\section*{The Barnett--Coulson zeta-function expansion}

\subsection*{1. Geometry, premises, definition}

Hartree atomic units throughout (bohr, $E_h$). Centre A is the origin and centre B lies at $\mathbf R$ on the $z$ axis. A field point has polar coordinates $(r,\theta,\varphi)$ about A. With $x=\cos\theta$ its distance from B is
\begin{equation}
r_b^2=r^2+R^2-2rRx .\label{cos}
\end{equation}
Notation: $r_<=\min(r,R)$, $r_>=\max(r,R)$, $\nu=l+\tfrac12$, $\beta>0$, $m=0,1,2,\dots$ The aim is to write a Slater-type radial factor on B in the coordinates of A. The method is due to Barnett and Coulson (1951).

Premises.

(P1) The Legendre polynomials are complete on $[-1,1]$, with $\int_{-1}^1P_lP_{l'}\,dx=2\delta_{ll'}/(2l+1)$, $|P_l|\le1$, $P_l(\pm1)=(\pm1)^l$, $[(1-x^2)P_l']'=-l(l+1)P_l$, and
\begin{align}
(2l+1)\,xP_l&=(l+1)P_{l+1}+lP_{l-1},\label{xP}\\
(2l+1)\,P_l&=P'_{l+1}-P'_{l-1}\quad(l\ge1).\label{dP}
\end{align}

(P2) $I_\nu(z)$ and $K_\nu(z)$ solve $z^2w''+zw'-(z^2+\nu^2)w=0$ and are positive for $z>0$. As $z\to0$, $I_\nu\simeq(z/2)^\nu/\Gamma(\nu+1)$ and $K_\nu\simeq\tfrac12\Gamma(\nu)(2/z)^\nu$. As $z\to\infty$, $I_\nu$ grows and $K_\nu$ decays exponentially. Also $K_{-\nu}=K_\nu$ and $K_{\nu+1}=K_{\nu-1}+(2\nu/z)K_\nu$.

Define $\zeta_{m,l}(\beta;r,R)$ as the coefficients in
\begin{equation}
r_b^{\,m-1}e^{-\beta r_b}=\sum_{l=0}^\infty\frac{2l+1}{\sqrt{rR}}\,\zeta_{m,l}(\beta;r,R)\,P_l(\cos\theta).\label{exp}
\end{equation}
For $r\ne R$ the left side is analytic in $x$ on $[-1,1]$, so the series converges uniformly in $\theta$. Multiply by $P_l$, integrate, use orthogonality; then change variable to $s=r_b$, for which (\ref{cos}) gives $dx=-s\,ds/(rR)$:
\begin{align}
\zeta_{m,l}&=\frac{\sqrt{rR}}{2}\int_{-1}^{1}r_b^{\,m-1}e^{-\beta r_b}P_l(x)\,dx\label{proj}\\
&=\frac{1}{2\sqrt{rR}}\int_{|r-R|}^{r+R}s^m e^{-\beta s}\,P_l\!\left(\frac{r^2+R^2-s^2}{2rR}\right)ds .\label{sint}
\end{align}
Form (\ref{sint}) is a finite integral of a bounded function for all $m\ge0$, also at $r=R$. It shows at once that $\zeta_{m,l}$ is continuous in $r$, symmetric under $r\leftrightarrow R$, and scales as $\zeta_{m,l}(\beta;r,R)=\beta^{-m}\zeta_{m,l}(1;\beta r,\beta R)$.

\subsection*{2. The case $m=0$}

\emph{Step 1: differential equation.} Let $G=e^{-\beta r_b}/r_b$. About B it is spherical, so for $r_b>0$, $\nabla^2G=r_b^{-1}\,d^2(r_bG)/dr_b^2=\beta^2G$. About A the Laplacian is $r^{-1}\partial_r^2\,r+r^{-2}\partial_x(1-x^2)\partial_x$. On a sphere $r\neq R$ the function $G$ is smooth. Project the equation on $P_l$ and move the angular operator to $P_l$ by two partial integrations; the end terms vanish through the factor $1-x^2$. With $g_l=\int GP_l\,dx$,
\begin{equation}
\frac1r\,(rg_l)''-\left[\frac{l(l+1)}{r^2}+\beta^2\right]g_l=0,\qquad r\ne R.
\end{equation}
By (\ref{proj}), $g_l=2\zeta_{0,l}/\sqrt{rR}$. Since $(r^{1/2}\zeta)''=r^{1/2}[\zeta''+\zeta'/r-\zeta/4r^2]$ and $l(l+1)+\tfrac14=\nu^2$,
\begin{equation}
r^2\zeta_{0,l}''+r\zeta_{0,l}'-(\beta^2r^2+\nu^2)\zeta_{0,l}=0,\label{bes}
\end{equation}
the equation of (P2) with $z=\beta r$.

\emph{Step 2: boundary behaviour.} $g_l$ stays finite as $r\to0$, which excludes $r^{-1/2}K_\nu\sim r^{-l-1}$ for $r<R$. It decays as $r\to\infty$, which excludes $I_\nu$ for $r>R$. Continuity at $r=R$ leaves one $r$-independent factor:
$\zeta_{0,l}=A\,I_\nu(\beta r_<)K_\nu(\beta r_>)$.

\emph{Step 3: jump of the slope.} Differentiate (\ref{sint}) with respect to $r$. The prefactor, the integrand and the upper limit give terms continuous at $r=R$. At the lower limit the argument of $P_l$ equals 1, and the term is $-\mathrm{sgn}(r-R)\,e^{-\beta|r-R|}/(2\sqrt{rR})$. Hence
\begin{equation}
\zeta'_{0,l}(R^+)-\zeta'_{0,l}(R^-)=-1/R .\label{jump}
\end{equation}

\emph{Step 4: Wronskian.} Write the equation of (P2) as $(zw')'=(z+\nu^2/z)w$. For two solutions, $[z(IK'-I'K)]'=I(zK')'-K(zI')'=0$. Evaluate the constant at $z\to0$: $K'/K\to-\nu/z$, $I'/I\to\nu/z$, $IK\to1/(2\nu)$, so $I_\nu K_\nu'-I_\nu'K_\nu=-1/z$. The jump of the form in Step 2 is $A\beta(IK'-I'K)_{z=\beta R}=-A/R$. Comparison with (\ref{jump}) gives $A=1$:
\begin{equation}
\zeta_{0,l}=I_{l+1/2}(\beta r_<)\,K_{l+1/2}(\beta r_>).\label{z0}
\end{equation}

Two controls. For $l=0$, $I_{1/2}(z)=\sqrt{2/\pi z}\,\sinh z$ and $K_{1/2}(z)=\sqrt{\pi/2z}\,e^{-z}$ give $\zeta_{0,0}=\sinh(\beta r_<)e^{-\beta r_>}/(\beta\sqrt{rR})$, which is also the elementary value of (\ref{sint}). For $\beta\to0$, (P2) gives $\zeta_{0,l}\to(r_</r_>)^{l+1/2}/(2l+1)$, and (\ref{exp}) becomes the Laplace expansion $1/r_b=\sum_lr_<^{\,l}r_>^{-l-1}P_l$.

\emph{Working form.} Put $I_\nu(z)=\sqrt{2z/\pi}\,i_l(z)$ and $K_\nu(z)=\sqrt{\pi/2z}\,e^{-z}p_l(z)$. Then
\begin{equation}
\frac{\zeta_{0,l}}{\sqrt{rR}}=\frac{e^{-\beta r_>}}{r_>}\,i_l(\beta r_<)\,p_l(\beta r_>),\label{work}
\end{equation}
with $p_{-1}=p_0=1$, $p_{l+1}=p_{l-1}+(2l+1)p_l/z$ from (P2), and $i_0=\sinh z/z$, $i_l=z^l[1+z^2/(4l+6)+\dots]/(2l+1)!!$.

\subsection*{3. Raising $m$}

\emph{One step.} The integrand of (\ref{sint}) is smooth in $\beta$ on a finite interval independent of $\beta$, so the derivative passes under the integral and brings down $-s$:
\begin{equation}
\zeta_{m+1,l}=-\frac{\partial\zeta_{m,l}}{\partial\beta}.\label{one}
\end{equation}

\emph{Two steps.} In (\ref{proj}) write $r_b^{\,m+1}=r_b^{\,m-1}(r^2+R^2-2rRx)$ and remove $xP_l$ by (\ref{xP}). Each remaining integral is again of the form (\ref{proj}):
\begin{equation}
\zeta_{m+2,l}=(r^2+R^2)\,\zeta_{m,l}-\frac{2rR}{2l+1}\Big[l\,\zeta_{m,l-1}+(l+1)\,\zeta_{m,l+1}\Big].\label{two}
\end{equation}
At $l=0$ the first term in the bracket is absent.

\emph{Start of the odd chain.} Relation (\ref{two}) links even $m$ to even and odd to odd, so $\zeta_{1,l}$ is needed without differentiation. From (\ref{cos}), $\partial_xr_b=-rR/r_b$, so $\partial_xe^{-\beta r_b}=\beta rR\,e^{-\beta r_b}/r_b$. Insert (\ref{dP}) in (\ref{proj}) with $m=1$ and integrate by parts. The end terms vanish because $P_{l+1}(\pm1)=P_{l-1}(\pm1)$. This leaves
\begin{equation}
\zeta_{1,l}=\frac{\beta rR}{2l+1}\,\big(\zeta_{0,l-1}-\zeta_{0,l+1}\big).\label{z1}
\end{equation}
For $l=0$ apply (\ref{one}) to $\zeta_{0,0}$; with $a=\beta r_<$, $b=\beta r_>$,
\begin{equation}
\zeta_{1,0}=\frac{e^{-b}}{\beta^2\sqrt{rR}}\big[(1+b)\sinh a-a\cosh a\big].\label{z10}
\end{equation}
This coincides with (\ref{z1}) if $\zeta_{0,-1}$ means $I_{-1/2}(a)K_{1/2}(b)=\cosh a\,e^{-b}/\sqrt{ab}$, as insertion of $\zeta_{0,1}=(\cosh a-\sinh a/a)(1+1/b)e^{-b}/\sqrt{ab}$ shows. Equations (\ref{z0}), (\ref{z1}), (\ref{two}) generate the whole table. Each use of (\ref{two}) or (\ref{z1}) consumes one value of $l$ at the top, so $\zeta_{m,l}$ for $l\le L$ needs $\zeta_{0,l}$ up to $L+\lceil m/2\rceil$.

\subsection*{4. Use in integrals}

For a function $f(r)P_L(\cos\theta)$ on A, orthogonality and the $\varphi$ integral leave a single term of (\ref{exp}):
\begin{equation}
\int f(r)P_L(\cos\theta)\,r_b^{\,m-1}e^{-\beta r_b}\,d^3r=\frac{4\pi}{\sqrt R}\int_0^\infty f(r)\,r^{3/2}\,\zeta_{m,L}\,dr .\label{int}
\end{equation}
For $\mathbf R$ off the $z$ axis use $P_l(\hat{\mathbf r}\cdot\hat{\mathbf R})=\frac{4\pi}{2l+1}\sum_\mu Y_{l\mu}(\hat{\mathbf r})Y^*_{l\mu}(\hat{\mathbf R})$ with orthonormal $Y_{l\mu}$. A Slater orbital $r_b^{\,n-1}e^{-\beta r_b}Y_{\lambda\mu}(\hat{\mathbf r}_b)$ is $r_b^{\,n-\lambda-1}e^{-\beta r_b}$ times a polynomial in the Cartesian components of $\mathbf r-\mathbf R$, for example $z_b=rx-R$. It needs $m=n-\lambda\ge1$, and the polynomial shifts $l$ by at most $\lambda$.

Test: overlap of two normalised 1s orbitals $(\beta^3/\pi)^{1/2}e^{-\beta r}$. Scale to $\beta=1$, $R=\rho$. Equations (\ref{int}) and (\ref{z10}) give $S=(4/\rho)(J_<+J_>)$. With $\epsilon=e^{-2\rho}$ and $T=\rho^2+\tfrac54\rho+\tfrac12$,
\begin{align}
J_<&=e^{-\rho}\!\int_0^\rho\!re^{-r}[(1+\rho)\sinh r-r\cosh r]\,dr=\tfrac12e^{-\rho}\Big[\tfrac{\rho^3}6+\tfrac{\rho^2}2-\tfrac\rho4-\tfrac12+\epsilon T\Big],\\
J_>&=\int_\rho^\infty\!re^{-2r}[(1+r)\sinh\rho-\rho\cosh\rho]\,dr=\tfrac12e^{-\rho}\Big[\tfrac{3\rho}4+\tfrac12-\epsilon T\Big].
\end{align}
The terms in $\epsilon$ cancel and $S=e^{-\rho}(1+\rho+\rho^2/3)$, with $S\to1$ as $\rho\to0$. When A carries a finite range of $L$ and only one factor sits on B, the $l$ sum terminates. When factors on two or more displaced centres are expanded about A, it does not, and Section 5 governs the cost.

\subsection*{5. Convergence and range of validity}

\emph{Positivity and a bound.} Equations (\ref{bes}) and (\ref{jump}) say that $\mathcal L\zeta_{0,l}=-\delta(r-R)$ with $\mathcal L=\partial_rr\partial_r-\nu^2/r-\beta^2r$, so $-\zeta_{0,l}$ is the Green function of $\mathcal L$ for the boundary behaviour of Step 2. Differentiate with respect to $\beta^2$: $\mathcal L\,\partial_{\beta^2}\zeta_{0,l}=r\zeta_{0,l}$, with the same boundary behaviour. Invert and use (\ref{one}):
\begin{equation}
\zeta_{1,l}(r,R)=2\beta\int_0^\infty\zeta_{0,l}(r,t)\,t\,\zeta_{0,l}(t,R)\,dt>0 .\label{res}
\end{equation}
So $\zeta_{0,l}$ falls with $\beta$ and lies below its $\beta=0$ value. With $|P_l|\le1$ the remainder of the $m=0$ series after $l=L$ obeys
\begin{equation}
|\Delta_L|\le\sum_{l>L}\frac{r_<^{\,l}}{r_>^{\,l+1}}=\frac{1}{r_>}\,\frac{(r_</r_>)^{L+1}}{1-r_</r_>}.\label{bound}
\end{equation}

\emph{$r\ne R$.} The only finite singularity in $x$ is the branch point $r_b=0$ at $x_0=(r^2+R^2)/2rR>1$. A Legendre series converges geometrically with ratio $1/(x_0+\sqrt{x_0^2-1})=r_</r_>$, for every $m$. About $1/|\ln(r/R)|$ terms are needed per factor $e$, which grows without limit as $r\to R$.

\emph{$r=R$.} For $\nu\gg\beta R$ the small-argument forms of (P2) apply and $(2l+1)\zeta_{0,l}\to1$. The $m=0$ series then behaves as $R^{-1}\sum P_l(\cos\theta)$: conditionally convergent for $0<\theta<\pi$, divergent at $\theta=0$ (the true pole), and with non-decaying alternating terms at $\theta=\pi$. For $m=1$, (\ref{z1}) gives
\begin{equation}
\frac{(2l+1)\zeta_{1,l}}{R}\simeq\beta R\left[\frac1{2l-1}-\frac1{2l+3}\right]=\frac{4\beta R}{(2l-1)(2l+3)},\label{cusp}
\end{equation}
so convergence is absolute but the truncation error at the cusp falls only as $\beta R/L$. At $r=R$, (\ref{two}) is to leading order a second difference in $l$ and gains a factor $l^{-2}$, so the coefficients of $P_l$ fall as $l^{-m}$ for even $m$ and $l^{-m-1}$ for odd $m$.

\emph{Radial smoothness.} In (\ref{sint}) $P_l$ depends on $s^2$ only. Even powers of $s$ in $s^me^{-\beta s}$ integrate to odd powers of $|r-R|$. The lowest is $|r-R|^{m+1}$ for even $m$ and $|r-R|^{m+2}$ for odd $m$; the derivative of that order jumps. Radial quadratures must be split at $r=R$.

\emph{Rounding.} The gain of $l^{-2}$ in (\ref{two}) near $r=R$ comes from cancellation, and the same factor is lost in relative precision at each step. Upward recursion is safe for $p_l$ (all terms positive); $i_l$ is the solution that decreases with $l$ and is taken from its series or by downward recursion.

\emph{Summary.} (\ref{exp}) with (\ref{z0})--(\ref{z1}) is exact for $\beta>0$, integer $m\ge0$, $r,R>0$; pointwise everywhere for $m\ge1$, and for $m=0$ except at the two axis points of the sphere $r=R$. The limit $r\to0$ is regular: only $l=0$ survives.

\subsection*{6. Illustration: displaced Si impurity in Al}

\emph{Model.} Point ions in a uniform electron gas with linear Thomas--Fermi screening. An ion of valence $Z_i$ at B gives electrons the potential energy $U$, and the density responds as $\delta n=-(dn/d\mu)U$ with $dn/d\mu=k_F/\pi^2$. Poisson's equation $\nabla^2U=4\pi Z_i\delta(\mathbf r-\mathbf R)-4\pi\delta n$ is solved by $U=-Z_ie^{-\beta r_b}/r_b$ with $\beta^2=4k_F/\pi$. A host ion of valence $Z$ at distance $s$ has interaction energy $W(s)=Z_iZe^{-\beta s}/s$.

\emph{Inputs.} Typical fcc lattice constant $a\approx4.05$ \AA, $Z=3$, $Z_i=4$ (substitutional Si), neighbours clamped. Twelve electrons per cube give $k_F=(36\pi^2)^{1/3}/a=0.925$ bohr$^{-1}$, so $\beta=1.085$ bohr$^{-1}$; the neighbour distance is $d=a/\sqrt2=5.412$ bohr. The impurity is displaced from its site A by an illustrative $R=0.5$ bohr, $R/d=0.092$. Then $\beta R=0.5425$, $\beta d=5.872$, $y_0=e^{-\beta d}/d=5.205\times10^{-4}$ bohr$^{-1}$. The rounded $\beta$ and $d$ are treated as exact, and the long digit strings below test the series, not the physics.

\emph{Multipoles at $r=d$.} From (\ref{work}), $e^{-\beta r_b}/r_b=y_0\sum_lG_lP_l(\cos\theta)$ with $G_l=(2l+1)\,i_l(\beta R)\,p_l(\beta d)$. Over the 12 nearest neighbours define $S_l=\sum_jP_l(\cos\theta_j)$. For $\mathbf R\parallel[001]$, four neighbours have $x=0$ and eight $x=\pm1/\sqrt2$; for $[111]$, six have $x=0$ and six $x=\pm\sqrt{2/3}$.
\begin{center}
\begin{tabular}{c|ccccccc}
$l$&0&1&2&3&4&5&6\\\hline
$G_l$&1.04978&0.65377&0.16008&0.02738&0.003858&0.000483&0.000056\\
$S_l\,[001]$&12&0&0&0&$-7/4$&0&$-39/16$\\
$S_l\,[111]$&12&0&0&0&$7/6$&0&$-13/3$
\end{tabular}
\end{center}
On the axis ($\theta=0$) the seven terms sum to 1.89541; direct evaluation, $e^{\beta R}d/(d-R)$, gives 1.89541. Bound (\ref{bound}) for $L=6$ is $2.2\times10^{-5}$ in units of $y_0$. At the neighbour distance the dipole term is more than half the monopole, although $R/d$ is below one tenth: screening amplifies it, since $G_1\simeq(R/d)(1+\beta d)$.

\emph{Energy of the displacement.} Odd $l$ cancel by inversion and $l=2$ by cubic symmetry:
\begin{equation}
\Delta E=Z_iZ\,y_0\big[12(G_0-1)+S_4G_4+S_6G_6+\dots\big].
\end{equation}
The bracket is $0.5973-0.0068-0.0001=0.5904$ along $[001]$ and $0.5973+0.0045-0.0002=0.6016$ along $[111]$, a cubic anisotropy of 2 per cent. The model's first-shell energies are 0.100 eV and 0.102 eV. The harmonic part of the bracket is $2(\beta R)^2=0.5886$.

\emph{Force constant.} $G_l\propto R^l$ at small $R$, so only $i_0=1+(\beta R)^2/6+\dots$ contributes at order $R^2$, shell by shell. With $\Delta E=\tfrac12\kappa R^2$,
\begin{equation}
\kappa=\tfrac13Z_iZ\beta^2\sum_j\frac{e^{-\beta d_j}}{d_j}.\label{kap}
\end{equation}
The shells at $\sqrt2d$ (6 atoms) and $\sqrt3d$ (24) add 3.1 and 1.6 per cent to the first; those at $2d$ (12) and $\sqrt5d$ (24) add 0.2 per cent together and are dropped. The model gives $\kappa=0.031\ E_h/\mathrm{bohr}^2=48$ N/m for Si and, with $Z_i=3$, $0.023\ E_h/\mathrm{bohr}^2=36$ N/m for a host atom.

\emph{Test on the host.} The sum of $\omega^2$ over all $3N$ harmonic modes is the trace of the mass-weighted force-constant matrix, $3N\kappa/M$, so $\kappa=M\langle\omega^2\rangle$. A Debye spectrum $\propto\omega^2$ has $\langle\omega^2\rangle=\tfrac35(k_B\Theta/\hbar)^2$. With the compiled value $\Theta=428$ K (Wikipedia, temperature not stated) and $M\approx26.98$ u this gives 84 N/m, an estimate that depends on the Debye shape. The model's host value is lower by a factor of about 2.3.

\emph{Neglected terms of the same size.} (i) Ion cores. If the bare electron--ion potential is $-Z/r$ outside $r_c$ and zero inside, its transform is $-4\pi Z\cos(qr_c)/q^2$. For two host ions the direct Coulomb term plus the linearly screened term is
\begin{equation}
W(q)=4\pi Z^2\left\{\frac1{q^2}-\cos^2(qr_c)\left[\frac1{q^2}-\frac1{q^2+\beta^2}\right]\right\},\qquad sW(s)=\frac1{2\pi^2}\int_0^\infty q\sin(qs)W(q)\,dq .
\end{equation}
Since $\sin qs\cos qr_c=\tfrac12[\sin q(s+r_c)+\sin q(s-r_c)]$, each cosine replaces $sW(s)$ by its mean at $s\pm r_c$. For $s>2r_c$ the constant from $1/q^2$ is unchanged and cancels the direct term, while $e^{-\beta s}$ gains $\cosh^2\beta r_c$. The form (\ref{exp}) is untouched; the strength is multiplied by 3.2 for a typical $r_c\approx1.1$ bohr, which moves the host value to about $1.2\times10^2$ N/m, above the Debye estimate.

(ii) Friedel oscillations. With Lindhard response, point ions have $W(q)=4\pi Z_iZ/[q^2+\beta^2f(q/q_0)]$, $q_0=2k_F$, $f(y)=\tfrac12+\frac{1-y^2}{4y}\ln\left|\frac{1+y}{1-y}\right|$. Near $q_0$ the singular part of $f$ is $(t/2q_0)\ln|t|$, $t=q-q_0$. Linearise $W$ in it and use $\int_{-\infty}^\infty t\ln|t|\,e^{its}dt=-i\pi/s^2$ (Abel sense):
\begin{equation}
W(s)\simeq\frac{Z_iZ\beta^2}{(4k_F^2+\beta^2/2)^2}\,\frac{\cos2k_Fs}{s^3}\qquad(s\to\infty).
\end{equation}
At $s=d$ the envelope per $Z_iZ$ is roughly $4.6\times10^{-4}$ bohr$^{-1}$, close to $y_0$, and its Laplacian carries $4k_F^2$ in place of $\beta^2$, larger by 2.9. This tail is not a single term of type (\ref{exp}) with real $\beta$.

The expansion reproduces the screened potential to five decimals with seven terms. The value $\kappa\approx48$ N/m for Si belongs to the point-ion Thomas--Fermi model, not to the alloy; the same model falls short for the Al host by a factor of two to three, and core and Friedel corrections each change it by an amount larger than itself.